**Term gaps and fine structure of As $4s^2 4p^3$ at three multireference levels**

The table holds the measured levels of As $4s^2 4p^3$ and the errors of OpenMolcas CASSCF (4p), SS-CASPT2 (4p) and SS-CASPT2 (4s 4p) with ANO-RCC-VDZP, DKH2 and spin-orbit state interaction. The program compares the computed and measured levels with the Slater 9:15 rule for the terms, the $p^3$ spin-orbit matrix with one constant $\zeta$, and a first-order term from a $4p^5$ admixture in $^2P$. The measured terms are about 0.75 of the CASSCF ones, and CASPT2 recovers 38–42 % of the needed shift for $^2D$ and 49–72 % for $^2P$. One $\zeta$ near 1200 cm$^{-1}$ reproduces the computed levels, as rounded in the table, within 8 cm$^{-1}$ once the 2 % admixture is included. The measured splittings need about 1420–1510 cm$^{-1}$, depending on the model; the three-parameter fits leave residuals of up to 7 cm$^{-1}$ without the admixture and 18 cm$^{-1}$ with it.

As atom, OpenMolcas 26.06: state-averaged CASSCF and SS-CASPT2 (IPEA shift 0.25, imaginary shift 0.1 hartree), ANO-RCC-VDZP, DKH2, point nucleus, spin-orbit coupling by RASSI with atomic mean-field integrals. Brackets give the active shells; term energies are means over components. Levels are counted from the ground level and paired with NIST's by configuration, term and J.

## Analysis program

```python
# Table: As 4s2 4p3 levels (cm-1), measured, and errors of OpenMolcas CASSCF(4p), SS-CASPT2(4p), SS-CASPT2(4s 4p),
# ANO-RCC-VDZP, DKH2, RASSI spin-orbit. Tested: Slater 9:15 rule, p3 spin-orbit matrix, 4p5 admixture in 2P.
T = {
    'level': ['4s2.4p3 4So 3/2', '4s2.4p3 2Do 3/2', '4s2.4p3 2Do 5/2', '4s2.4p3 2Po 1/2', '4s2.4p3 2Po 3/2'],
    'measured': [0, 10593, 10915, 18186, 18648],  # 1/cm
    'err_casscf_4p': [0, 3850, 3710, 5970, 5760],  # 1/cm
    'err_ss_caspt2_4p': [0, 2370, 2270, 2990, 2820],  # 1/cm
    'err_ss_caspt2_4s_4p': [0, 2190, 2120, 1680, 1500],  # 1/cm
}
import numpy as np
from scipy.optimize import least_squares, brentq
from scipy.constants import physical_constants as pc
Ha = pc['hartree-inverse meter relationship'][0] / 100
m = np.array(T['measured'], float)  # order: 4S3/2, 2D3/2, 2D5/2, 2P1/2, 2P3/2
N = ['CAS', 'PT2p', 'PT2sp', 'meas']
err = dict(zip(N, [np.array(T[k], float) for k in ('err_casscf_4p', 'err_ss_caspt2_4p', 'err_ss_caspt2_4s_4p')] + [0 * m]))
E = {n: m + err[n] for n in N}
# further outputs of the same runs: terms 2D, 2P above 4S, ground lowering (cm-1), 4S energy (Ha), 4s occupation in 2P
term = {'CAS': (14564.497, 24092.660), 'PT2p': (13113.142, 21105.253), 'PT2sp': (12959.384, 19759.240)}
low = {'CAS': 63.465, 'PT2p': 72.491, 'PT2sp': 76.446}
e4S = {'CAS': -2258.94383, 'PT2p': -2259.01184, 'PT2sp': -2259.01093}
wsp, e4P, sD_cas = (2 - 1.957) / 2, 68957.95, 14627.9622 - 14442.024
w = {'CAS': 0, 'PT2p': 0, 'PT2sp': wsp, 'meas': 0}
sD = {n: E[n][2] - E[n][1] for n in N}; sP = {n: E[n][4] - E[n][3] for n in N}
low['meas'] = sP['meas'] - sD['meas']  # trace rule, pure p3 assumed
term['meas'] = (m[2] - low['meas'], m[3] - low['meas'])
def lev(D, P, z, w=0.0):
    c = z * np.sqrt(1 - w); b = c * np.sqrt(5) / 2
    e = np.linalg.eigvalsh([[0, 0, c], [0, D, b], [c, b, P - w * z / 2]])
    return np.array([e[0], e[1], D, P + w * z, e[2]]) - e[0]
zfun = lambda n, s: brentq(lambda z: np.diff(lev(*term[n], z, w[n]))[1] - s, 300, 3000)
print('All cm-1. Rounding: errors +-5, splittings +-10, trace +-20; 2D spread 196 (PT2p), 145 (PT2sp)')
for n in N[:3]: print(n, 'levels', E[n][1:], 'err %', np.round(100 * err[n][1:] / m[1:], 1))
print('Terms: 2D, 2P, ratio (Slater 1.667), F2=2D/9, F2=gap/6, 2D-9*gap/6; level gap 2P1/2-2D5/2, its error')
for n in N:
    D, P = term[n]; g = E[n][3] - E[n][2]
    print(f'{n}: {D:.0f} {P:.0f} {P/D:.3f} {D/9:.0f} {(P-D)/6:.0f} {D-1.5*(P-D):.0f}; {g:.0f} {g-m[3]+m[2]:+.0f}')
t0 = np.array(term['CAS']); need = np.array(term['meas']) - t0
k = np.dot(term['meas'], t0) / np.dot(t0, t0)
print(f'meas = k*CAS terms: k {k:.3f}, residuals', np.round(k * t0 - term['meas']), 'meas/CAS', np.round(term['meas'] / t0, 3))
pair = lambda d: np.linalg.solve([[1.5, 0], [5 / 6, 2 / 3]], d)
print('Shift from CAS: 2D, 2P, ratio, % of needed | pair bookkeeping 1D-3P, 1S-3P, % of needed (no test)')
for n in N[1:]:
    d = np.array(term[n]) - t0
    print(n, np.round(d), round(d[1] / d[0], 2), np.round(100 * d / need), '|', np.round(pair(d)), np.round(100 * pair(d) / pair(need)))
a = (e4S['PT2p'] - e4S['CAS']) * Ha; b = (e4S['PT2sp'] - e4S['PT2p']) * Ha
ds = np.array(term['PT2sp']) - term['PT2p']
print(f'PT2p correlation 4S, 2D, 2P: {a:.0f}', np.round(a + np.array(term['PT2p']) - t0))
print('opening 4s: terms vs 4S', np.round(ds), f'; absolute 4S {b:+.0f} (+-2), 2D, 2P', np.round(ds + b))
print(f'4p5 weight w {wsp:.4f}; w*2*E(4P) = {wsp*2*e4P:.0f} (order of magnitude of full mixing)')
print('Fine structure: 2D split, 2P split, % of meas; zeta from 2D split (range for +-10)')
z = {n: zfun(n, sD[n]) for n in N}
for n in N: print(f"{n}: {sD[n]:.0f} {sP[n]:.0f} {100*sD[n]/sD['meas']:.0f}% {100*sP[n]/sP['meas']:.0f}%; {z[n]:.0f} ({zfun(n, sD[n]-10):.0f}-{zfun(n, sD[n]+10):.0f})")
zc = zfun('CAS', sD_cas)
print(f"unrounded CAS 2D split {sD_cas:.1f}: zeta {zc:.0f}; /meas {zc/z['meas']:.3f}, squared {(zc/z['meas'])**2:.3f}")
print('Run lowering | trace w=0 | trace+1.5w*zeta | 2D5/2-term-low | 2P1/2-term-low | w*zeta')
for n in N[:3]:
    t = sP[n] - sD[n]
    print(f'{n}: {low[n]:.0f} | {t:.0f} | {t+1.5*w[n]*zc:.0f} | {E[n][2]-term[n][0]-low[n]:+.0f} | {E[n][3]-term[n][1]-low[n]:+.0f} | {w[n]*zc:.0f}')
print(f"meas lowering by trace rule {low['meas']:.0f}; model with meas zeta(2D) gives {lev(*term['meas'], z['meas'])[2]-term['meas'][0]:.0f}")
print('Run terms + CAS zeta, nothing fitted: residuals of 4 levels')
for n, ww in (('CAS', 0), ('PT2p', 0), ('PT2sp', 0), ('PT2sp', wsp)): print(n, f'w={ww:.3f}', np.round((lev(*term[n], zc, ww) - E[n])[1:]))
for ww in (0, wsp):
    r = least_squares(lambda p: (lev(*p, ww) - m)[1:], [*term['meas'], 1400.])
    print(f'meas fit w={ww:.3f}: 2D, 2P, zeta', np.round(r.x), 'residuals', np.round(r.fun))
for lab, n, zz in (('CAS terms, CAS zeta', 'CAS', zc), ('meas terms, CAS zeta', 'meas', zc), ('meas terms, meas zeta', 'meas', z['meas'])):
    L = lev(*term[n], zz); print(f'{lab}: 2D split {L[2]-L[1]:.0f}, 2P split {L[4]-L[3]:.0f}')
assert all((err[n][1:] > 0).all() for n in N[:3]) and (err['CAS'][1:] > err['PT2p'][1:]).all()
assert all(sD[n] < sD['meas'] and sP[n] < sP['meas'] for n in N[:3])
assert abs(t0[1] / t0[0] / (5 / 3) - 1) < 0.02 and abs(ds[1]) > 5 * abs(ds[0])
assert max(z[n] for n in N[:3]) / min(z[n] for n in N[:3]) < 1.06 and zc < z['meas']
```

Printed output:

```
All cm-1. Rounding: errors +-5, splittings +-10, trace +-20; 2D spread 196 (PT2p), 145 (PT2sp)
CAS levels [14443. 14625. 24156. 24408.] err % [36.3 34.  32.8 30.9]
PT2p levels [12963. 13185. 21176. 21468.] err % [22.4 20.8 16.4 15.1]
PT2sp levels [12783. 13035. 19866. 20148.] err % [20.7 19.4  9.2  8. ]
Terms: 2D, 2P, ratio (Slater 1.667), F2=2D/9, F2=gap/6, 2D-9*gap/6; level gap 2P1/2-2D5/2, its error
CAS: 14564 24093 1.654 1618 1588 272; 9531 +2260
PT2p: 13113 21105 1.609 1457 1332 1125; 7991 +720
PT2sp: 12959 19759 1.525 1440 1133 2760; 6831 -440
meas: 10775 18046 1.675 1197 1212 -132; 7271 +0
meas = k*CAS terms: k 0.747, residuals [ 98. -59.] meas/CAS [0.74  0.749]
Shift from CAS: 2D, 2P, ratio, % of needed | pair bookkeeping 1D-3P, 1S-3P, % of needed (no test)
PT2p [-1451. -2987.] 2.06 [38. 49.] | [ -968. -3272.] [38. 55.]
PT2sp [-1605. -4333.] 2.7 [42. 72.] | [-1070. -5163.] [42. 87.]
meas [-3789. -6047.] 1.6 [100. 100.] | [-2526. -5912.] [100. 100.]
PT2p correlation 4S, 2D, 2P: -14926 [-16378. -17914.]
opening 4s: terms vs 4S [ -154. -1346.] ; absolute 4S +200 (+-2), 2D, 2P [   46. -1146.]
4p5 weight w 0.0215; w*2*E(4P) = 2965 (order of magnitude of full mixing)
Fine structure: 2D split, 2P split, % of meas; zeta from 2D split (range for +-10)
CAS: 182 252 57% 55%; 1195 (1161-1228)
PT2p: 222 292 69% 63%; 1216 (1187-1244)
PT2sp: 252 282 78% 61%; 1214 (1188-1239)
meas: 322 462 100% 100%; 1416 (1392-1439)
unrounded CAS 2D split 185.9: zeta 1208; /meas 0.853, squared 0.728
Run lowering | trace w=0 | trace+1.5w*zeta | 2D5/2-term-low | 2P1/2-term-low | w*zeta
CAS: 63 | 70 | 70 | -3 | -0 | 0
PT2p: 72 | 70 | 70 | -1 | -2 | 0
PT2sp: 76 | 30 | 69 | -1 | +30 | 26
meas lowering by trace rule 140; model with meas zeta(2D) gives 112
Run terms + CAS zeta, nothing fitted: residuals of 4 levels
CAS w=0.000 [-4.  0. -3. -8.]
PT2p w=0.000 [ 0. -2. -1. -5.]
PT2sp w=0.000 [ -4.  -1. -33.  14.]
PT2sp w=0.021 [-1. -3. -8. -7.]
meas fit w=0.000: 2D, 2P, zeta [10805. 18074.  1447.] residuals [-7.  7.  5. -5.]
meas fit w=0.021: 2D, 2P, zeta [10808. 18043.  1510.] residuals [-18.  18.  14. -14.]
CAS terms, CAS zeta: 2D split 186, 2P split 247
meas terms, CAS zeta: 2D split 239, 2P split 320
meas terms, meas zeta: 2D split 322, 2P split 434
```
